Rock-salt MoSe at several fixed volumes, computed with Ansatz 0.2.0 (PBEsol, PAW, scalar-relativistic, collinear spin, 420 eV plane-wave cutoff, 14×14×14 k mesh, 0.1 eV Gaussian smearing). Electrons outside the shells are the 30 explicit electrons per two-atom cell minus the summed Löwdin populations of Mo 4s, 4p, 4d, 5s and Se 3d, 4s, 4p.

```
volume (Å³/atom)  shortest distance (Å)  electrons outside these shells (e)
          13.657                  2.390                               0.150
          14.681                  2.449                               0.140
          15.705                  2.504                               0.130
          16.388                  2.540                               0.130
          17.071                  2.575                               0.120
          17.754                  2.609                               0.120
          18.778                  2.658                               0.100
          20.144                  2.721                               0.090
```

As rock-salt MoSe expands, fewer of its electrons fall outside the listed atomic shells. In these PBEsol density-functional calculations the number drops from 0.150 to 0.090 per two-atom cell. The two pairs of equal entries come from rounding: when the shell populations of the same calculations are summed with more digits, the remainder falls at every step. The six smaller cells are nonmagnetic metals and the two largest are ferromagnetic, so the explanation has to hold first within the six.

The column head invites a picture of electrons sitting in the space between the atoms. If room were what counted, a larger cell should hold more of them there. Yet over the nonmagnetic cells the volume grows by 30% while the remainder falls by 24%. The picture can be turned round, with compression squeezing electrons off the atoms and into the gaps. That version has the right sign, so the trend alone does not dismiss it.

What dismisses it as a reading of this column is the way the number is obtained. The occupied states of the crystal are projected on a fixed set of atomic orbitals (4s, 4p, 4d and 5s on Mo; 3d, 4s and 4p on Se), and the remainder is what these orbitals cannot reproduce. The projection does not ask where an electron is. Density halfway between Mo and Se counts as inside the shells if the tails of the listed orbitals can build it, and density close to a nucleus counts as outside if they cannot. The column therefore measures a mismatch of shape.

Two limits show why this mismatch should shrink on expansion. Atoms pulled far apart have states that are their own atomic orbitals, and the listed shells describe them almost completely. Atoms pushed together deform each other's orbitals, and the crystal states take on features that free-atom functions lack. The list here also has no Mo 5p and no Se 4d orbitals, which could absorb part of the deformation. This is an argument from the limits, which the table agrees with but does not prove; a projection with the two shells added would test how much they matter here, and that has not been done.

A simple estimate turns the picture into a law. Let a neighbour mix a missing function χ, taken as orthogonal to all listed orbitals, into an occupied orbital φ, so that the crystal state is φ + cχ. For weak mixing, c is the coupling t divided by the level separation Δ, and the weight outside the list is its square:

N ∝ (t/Δ)²

Here N is the number of electrons outside the shells. Between s and p orbitals near bonding distance, t falls roughly as 1/d², where d is the shortest distance.

If Δ stays fixed, N falls as 1/d⁴. If Δ also widens as 1/d² on compression, the two changes cancel and N stays constant. Between the ends of the nonmagnetic series the calculation gives a power of about −3.1, which lies between these cases. Couplings that involve d orbitals change faster with distance, so the two cases are a guide and not strict bounds.

In a cell that is scaled uniformly, d³ is proportional to the volume V, and a power near −3 becomes a rule that is easy to use:

N ≈ A/V, with A = 2.083 e·Å³/atom

The constant A was obtained by least squares from the six nonmagnetic cells, with N taken from the summed populations. The rule reproduces each of those six values to better than 0.001 electrons. In plain terms, a cell with 10% more volume leaves about 9% fewer electrons undescribed, as long as it stays nonmagnetic.

This agreement does not establish the mechanism, nor does it single out the power law. An exponential decay with distance, fitted to the same six cells with two constants instead of one, works at least equally well. The distances in them run only from 2.39 to 2.61 Å, too short a span to tell the two forms apart. What the numbers support is a smooth decrease as the neighbours move away, at a rate that orbital mixing can plausibly give.

The remaining candidate is magnetism, since the lowest values belong to the ferromagnetic cells. It cannot be the main cause: 62% of the whole fall is complete before any moment appears. The step into the magnetic state is nevertheless too large for expansion alone. The remainder drops there by 0.015 electrons, where the volume rule allows 0.006.

The first magnetic cell, which was not part of the fit, shows the size of this extra effect:

N ≈ 2.083/18.778 ≈ 0.111

The calculated remainder is 0.102, so the rule is too high by about 9% of that value. The largest cell shows nearly the same excess. With the exponential form the excess is slightly smaller, and either way about one seventh of the whole fall goes with the moment. This share rests on extending the nonmagnetic trend to volumes at which no nonmagnetic state was computed.

The two spin directions do not share the reduction equally. In the first magnetic cell the majority electrons leave a remainder of 0.056, close to half of the value that the volume rule predicts for the cell. The minority electrons leave only 0.046. The minority channel has lost about one electron to the majority channel, mostly from Mo 4d, and so has less density to describe. Why the majority channel gains these electrons without a matching rise in its own remainder is not settled by these results.

The volume at which the moment sets in is also open. The calculations of the smaller cells started with moments and lost them, but no search for a lower state was made, and neither state was followed through the change. With one Mo atom per cell, the moments of all Mo atoms must also be parallel, so antiferromagnetic order was never an option. The jump between 17.754 and 18.778 Å³/atom thus marks where these particular calculations changed state, not a determined transition.

For anyone who uses such populations to judge how strain shifts charge between metal and selenium, the remainder sets a scale of caution. Over the nonmagnetic cells, expansion lowers the population assigned to Mo by 0.246 electrons and raises that of Se by 0.282. The two changes do not balance, and the difference is exactly the fall of the remainder, 0.036. Between cells so far apart in volume, a population change of a few hundredths of an electron may therefore reflect how well the orbitals fit and not a movement of charge. For smaller strains the uncertainty from this source shrinks too: from 17.071 to 17.754 Å³/atom the remainder falls by only 0.005 electrons. Even the larger shifts depend on how overlapping density is divided between the atoms.
